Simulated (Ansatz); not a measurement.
## LaPd₃: the change of energy above given cell and pressure with volume ratio

All results are calculated (Ansatz 0.2.0). Plane-wave density functional theory, PAW datasets, Gaussian smearing 0.05 eV: equation of state, the given cell scaled in volume with shape and atoms relaxed at each volume.

The cell before it is scaled or strained (space group Pm-3m, No. 221):
```
CELL_PARAMETERS angstrom
4.14990 0.00000 0.00000
0.00000 4.14990 0.00000
0.00000 0.00000 4.14990
ATOMIC_POSITIONS crystal
La 0.00000 0.00000 0.00000
Pd 0.00000 0.50000 0.50000
Pd 0.50000 0.50000 0.00000
Pd 0.50000 0.00000 0.50000
```

Settings of every row: paw set soft_2; functional PBEsol; spin treatment none; moment partition spheres; spin axis none; wave cutoff 420 eV; k mesh 8x8x8; symmetry use detected.

Atom hubbard u: 0 on all atoms.

| row | volume ratio | V (Å³/atom) | energy above given cell (meV per atom) | pressure (GPa) |
| --- | --- | --- | --- | --- |
| 1 | 0.96 | 17.153 | 12.85 | 5.958 |
| 2 | 0.98 | 17.51 | ? | ? |
| 3 | 1 | 17.867 | 0 | 0.043 |
| 4 | 1.02 | 18.225 | 2.71 | -2.424 |
| 5 | 1.04 | 18.582 | 10.61 | -4.612 |

Question: what energy above given cell and pressure should row 2 give?

Worked fit of energy above given cell. Take u = (V_r/V)^(2/3) − 1 with V_r = 18.046 Å³ an atom, which is twice the finite (Eulerian) strain; such expansions in the strain, on which the Birch-Murnaghan equation of state is built, carry the rest volume and the bulk modulus. The shown rows have u = 0.03441, 0.00667, -0.00656, -0.01932. Least squares give energy above given cell = 0.654 − 202.98 × u + 16196.9 × u² meV per atom; a straight line predicts inner rows, each left out in turn, worse (root mean square 7.2 against 0.057 meV per atom). The rows lie off it by 0.00, -0.02, 0.03, -0.01. Its lowest point lies at u = 0.0063, or V = 17.88 Å³ an atom, and the curvature there gives the bulk modulus with shape and atoms relaxed, B = (4/9)(1 + u)² E″(u)/V = 131 GPa. The withheld row has u = 0.0203, so the fit gives 0.654 − 202.98 × (0.0203) + 16196.9 × (0.0203)² = 3.21 meV per atom.

The calculation gave 3.13 meV per atom. The fit lies 0.08 meV per atom (2.6 % of the value, 0.62 % of the column's range) above it; its largest miss of a shown row is 0.03 meV per atom.

Worked fit of pressure. Take u = (V_r/V)^(2/3) − 1 with V_r = 18.046 Å³ an atom, which is twice the finite (Eulerian) strain; such expansions in the strain, on which the Birch-Murnaghan equation of state is built, carry the rest volume and the bulk modulus. The shown rows have u = 0.03441, 0.00667, -0.00656, -0.01932. Least squares give pressure = −1.2292 + 187.157 × u + 630.41 × u² GPa; a straight line predicts inner rows, each left out in turn, worse (root mean square 0.28 against 0.012 GPa). The rows lie off it by 0.001, -0.004, 0.006, -0.002 (root mean square 0.0038 GPa). The pressure vanishes at u = 0.0064, or V = 17.87 Å³ an atom, and there the bulk modulus with shape and atoms relaxed is B = −V dP/dV = (2/3)(1 + u) dP/du = 131 GPa. The withheld row has u = 0.0203, so the fit gives −1.2292 + 187.157 × (0.0203) + 630.41 × (0.0203)² = 2.830 GPa.

The calculation gave 2.825 GPa. The fit lies 0.005 GPa (0.047 % of the column's range) above it; its largest miss of a shown row is 0.006 GPa.
